**Si³⁺: static polarisabilities of the lowest s, p, d and f states**

A larger orbital ought to be easier to distort, so the polarisability should climb from 3s to 4f. The usual size estimate says how fast. Put all dipole excitations at one mean energy $\Delta$ above the state, so that $\alpha = \tfrac23\langle r^2\rangle/\Delta$, and fix $\Delta$ by making the oscillator strengths sum to one; the result is $\alpha = \tfrac49\langle r^2\rangle^2$ in atomic units. With hydrogenic $\langle r^2\rangle$ for net charge 4 and an effective quantum number $n^*$ taken from the calculated binding energies, this gives 6.4, 9.8, 22 and 222 bohr³ for 3s, 3p, 3d and 4f. The Brueckner-orbital values are these.

Static dipole polarisabilities of the lowest state of each symmetry in Si³⁺, one electron outside a closed [He] 2s² 2p⁶ core, calculated with B-spline many-body code 1. No-pair Dirac–Coulomb, frozen-core Dirac–Hartree–Fock, then Brueckner orbitals (second-order or RPA-screened correlation potential), with static core-polarisation RPA; nuclear rms radius 3.1224 fm.

| polarised | scalar (bohr³) | tensor (bohr³) |
| --- | --- | --- |
| 3s1/2 | 7.429 | n/a |
| 3p1/2 | 3.127 | n/a |
| 3p3/2 | 3.191 | 1.463 |
| 3d3/2 | 5.174 | -0.6315 |
| 3d5/2 | 5.136 | -0.8480 |
| 4f5/2 | -209.7 | 202.0 |
| 4f7/2 | -209.7 | 235.7 |

The estimate is 14 % below the table for 3s, about three and four times too large for 3p and 3d, and has the wrong sign for 4f. Only 3s is the ground state. The estimate assumes that every coupled level lies above, which is false for all other rows.

**Levels above and below.** A field $F$ along $z$ shifts a sublevel $m$ by $-\tfrac12\alpha(m)F^2$, with
$$\alpha(m)=\alpha_0+\alpha_2\,\frac{3m^2-j(j+1)}{j(2j-1)},$$
where $\alpha_0$ is the column "scalar" (the average over $m$) and $\alpha_2$ the column "tensor", which vanishes for $j=\tfrac12$. Second-order theory gives $\alpha(m)=2\sum_k |\langle k|z|v\rangle|^2/(E_k-E_v)$. Coupled levels repel: one above pushes the state down and adds to $\alpha$, one below pushes it up and subtracts.

The operator $z$ keeps $m$ and changes $l$ by one, with squared angular factors
$$\frac{(l+1)^2-m^2}{(2l+1)(2l+3)}\ \ (l\to l+1),\qquad \frac{l^2-m^2}{(2l-1)(2l+1)}\ \ (l\to l-1),$$
whose averages over $m$ are $(l+1)/[3(2l+1)]$ and $l/[3(2l+1)]$. Write $\alpha_0=S_++S_-$ for the two channels. In the stretched state $m=j=l+\tfrac12$, where $\alpha=\alpha_0+\alpha_2$, no $l-1$ level has so large an $m$, and that channel is closed exactly. If radial integrals and gaps do not depend on $j$, the ratio of the $m=l$ factor to its average gives
$$\alpha_0+\alpha_2=\frac{3(2l+1)}{(l+1)(2l+3)}\,S_+,\qquad \alpha_2=-S_--\frac{l(2l-1)}{(l+1)(2l+3)}\,S_+ .$$
The two columns of each $j=l+\tfrac12$ row thus yield both channels, and nothing here or below is fitted. One more rule follows from the averages: a pair of levels that contributes $s$ to one partner contributes $-s\,(2l+1)/(2l'+1)$ to the other.

**3s, 3p, 3d.** The upward channel varies much less than the size estimate: $S_+$ is 7.43, 5.17 and 6.00 bohr³. Since $S_+=\sum f/\Delta E^2$, multiplying by the squared gap to the nearest $l+1$ level (8.89, 10.99 and 11.62 eV) gives an effective oscillator strength, 0.79, 0.84 and 1.10. The partial sum rule for a local potential, $(l+1)(2l+3)/[3(2l+1)]$, is 1, 10/9 and 7/5, so the effective strengths are three-quarters to four-fifths of it. Higher levels add to this product too, so it overstates the strength of the nearest level alone. The rule is only approximate here, because exchange is non-local, the occupied 2p shell belongs to the s→p sum, and the run includes static core-polarisation RPA, which screens the dipole operator. The reading is still clear: strengths are of order one, and the gap sets the scale of $S_+$. The strength matters too: it is larger for 3d, whose $S_+$ therefore exceeds that of 3p despite a slightly wider gap. A high share argues that the nearest level dominates, without proving it.

The 3p state is therefore less polarisable than 3s although it is larger, for two reasons that add. Its gap upward is wider, and its downward channel is negative, $S_-=-1.98$. If all of $S_+(3s)$ came from 3p, the pair rule would put $-7.43/3=-2.48$ into 3p; the positive rest, at most 0.50, belongs on theoretical grounds to 4s and higher s levels, which lie above 3p. For 3d the same cancellation goes further. The 3p term can be as large as $-\tfrac35\times5.17=-3.10$, yet $S_-$ is only $-0.87$, which leaves up to 2.2 for p levels above, the nearest being 4p at 7.2 eV. So 3d keeps most of its $S_+$ and ends between 3p and 3s.

The tensor signs restate this balance. For 3p, $\alpha_2=1.98-5.17/10=+1.46$: the negative s channel wins. For 3d, $\alpha_2=0.87-\tfrac27\times6.00=-0.85$: the p channel has largely cancelled itself and the f channel wins. The polarisability of the closed $2p^6$ core, 0.162 bohr³, equals 2 % of the 3s scalar and 5 % of the 3p one. The run does not say whether the scalars contain it; subtracting it first lowers $S_+$ to 7.27, 4.99 and 5.78 and changes no sign or order. A core this stiff is free of the softness that troubles cores with an outer $s^2$ shell.

**4f.** Here $\alpha_0+\alpha_2=-209.7+235.7=+26.0$, which is positive: with the d channel closed, the state responds normally. The split gives $S_+=44.6$ and $S_-=-254.3$, so the numbers place the whole negative response in the d channel, and the large positive tensor is the same term with its sign reversed, $254.3-18.6=235.7$.

The stretched value can be checked against the hydrogenic Stark formula for $m=l=n-1$, a sublevel with no degenerate partner to mix with: $\alpha=n^4(n+1)(4n+5)/(4Z^4)$. With $n=4$ and net charge $Z=4$ this is $5\times21/4=26.25$, 1.0 % above the table (1.6 % if the core term is subtracted; the unrounded outputs sum to 25.999). The 4f electron hardly enters the core, and its $n^*=3.996$ agrees. For 3d the formula gives 5.38 against 4.29, 25 % too high. This state is bound more deeply, $n^*=2.936$, and inserting $n^*$ by hand gives 4.78, which removes about half of the miss.

In the d channel the level that matters is 4d. In a hydrogenic ion 4d and 4f are degenerate apart from fine structure and the Stark shift is linear. Penetration and core polarisation lower 4d ($n^*=3.923$) more than 4f, so a small gap opens with 4d below. Its term is $-2\cdot\tfrac{3}{21}R^2/\Delta E$, with $R$ the radial dipole integral. The same run has 4f at 31.5012 eV and 4d at 30.9909 eV, so $\Delta E=0.5103$ eV $=0.01875$ hartree. The hydrogenic integral within one shell is $R=\tfrac32 n\sqrt{n^2-l^2}/Z=\tfrac32\cdot4\cdot\sqrt7/4=3.969$ bohr, so $R^2=15.75$, and
$$s(4d)=-\tfrac27\times15.75/0.01875=-240\ \text{bohr}^3 .$$
This is 5.6 % short of $S_-=-254.3$. The 3d level, also below, can add at most $-\tfrac57\times6.00=-4.3$ by the pair rule, which leaves at least about $-10$ unexplained.

The term goes as $1/\Delta E$, so an error of 0.01 eV in the gap moves it by 2 %, some 5 bohr³, and the four printed figures are not accuracy. The calculated 3s removal energy lies within 0.007 eV of the measured ionisation energy quoted with the run, but that concerns the ground state and sets no bound on the 4f–4d gap. The quadratic law itself holds only while $RF\ll\Delta E$.

**Fine-structure partners.** Recoupling the spin gives $\alpha_2(l-\tfrac12)/\alpha_2(l+\tfrac12)=(l-1)(2l+3)/[l(2l+1)]$ and equal scalars. The angular algebra is built into the calculation, so this ratio tests only whether radial integrals and gaps are independent of $j$. For 4f it is 0.8570 against $6/7=0.8571$, and the scalars agree to the printed digit. For 3d it is 0.745 against 0.700, and the scalars differ by $+0.038$.

The 3d doublet itself, inverted by 0.6 cm⁻¹, is far too narrow to do this, whereas 3p is split by 462.5 cm⁻¹. For $j=\tfrac32$ the channels to $j'=\tfrac12,\tfrac32,\tfrac52$ enter the tensor with weights $-1$, $+\tfrac45$, $-\tfrac15$ and the scalar with weight 1, and only 3d3/2 reaches p1/2, which carries 5/6 of its p channel. A change confined to p1/2 must shift scalar and tensor equally and oppositely. The tensor excess is $-0.6315+0.7\times0.8480=-0.0379$, which cancels the scalar difference within the rounding of 0.001. Barring a cancellation between the other two channels, the difference sits in p1/2.

Its size is less well accounted for. Changing only the denominators, with each channel assigned to its nearest levels as above and the core term subtracted, gives about half of the 3d difference. For 3p, where $j=\tfrac12$ lies 0.064 below $j=\tfrac32$, it gives about two-thirds: 3p1/2 is nearer to 3s, which deepens the negative term, and farther from 3d, which weakens the positive one. The relativistic contraction of p1/2 would shrink the 3p1/2–3d integral, since 3p lies inside 3d, which pushes both remainders the right way; it would also enlarge the 4p1/2–3d integral, since 4p lies outside 3d, which adds further to the 3d difference. The size of these changes is not computed here.

**Neighbouring states.** Where one dipole-coupled level lies far closer than all others, as for 4f, it sets the sign and most of the size. Elsewhere both channels must be counted: the level nearest to 3p is 3s, below it, yet the 3p scalar is positive. The pair rule alone says that 4d receives $+\tfrac75\times240\approx340$ bohr³ from 4f, partly offset by 4p below it. By the same argument the lowest g state, lying just above its f partner, should be strongly negative with a positive tensor, while its stretched sublevel stays close to hydrogenic.

What remains open is the last $-10$ bohr³ of 4f. It would vanish if $R$ were 4.05 bohr, 2 % above hydrogenic, which is the direction to expect (hydrogenic 4f peaks at 4 bohr, between the 4d node at 3 bohr and the outer 4d maximum at 5.3 bohr, so pulling 4d inward moves its outer lobe onto 4f and its opposite-signed inner lobe away), or if the polarisabilities rested on a gap smaller than the listed one by $10/4.9\times0.01\approx0.02$ eV, which is possible because the run does not say which correlation potential they used. Higher d levels add positive terms and only widen the shortfall. The scalar and tensor fix $R^2/\Delta E$ alone; separating the two needs the 4d–4f dipole matrix element itself, which a one-electron model potential fitted to the listed d and f levels can estimate.
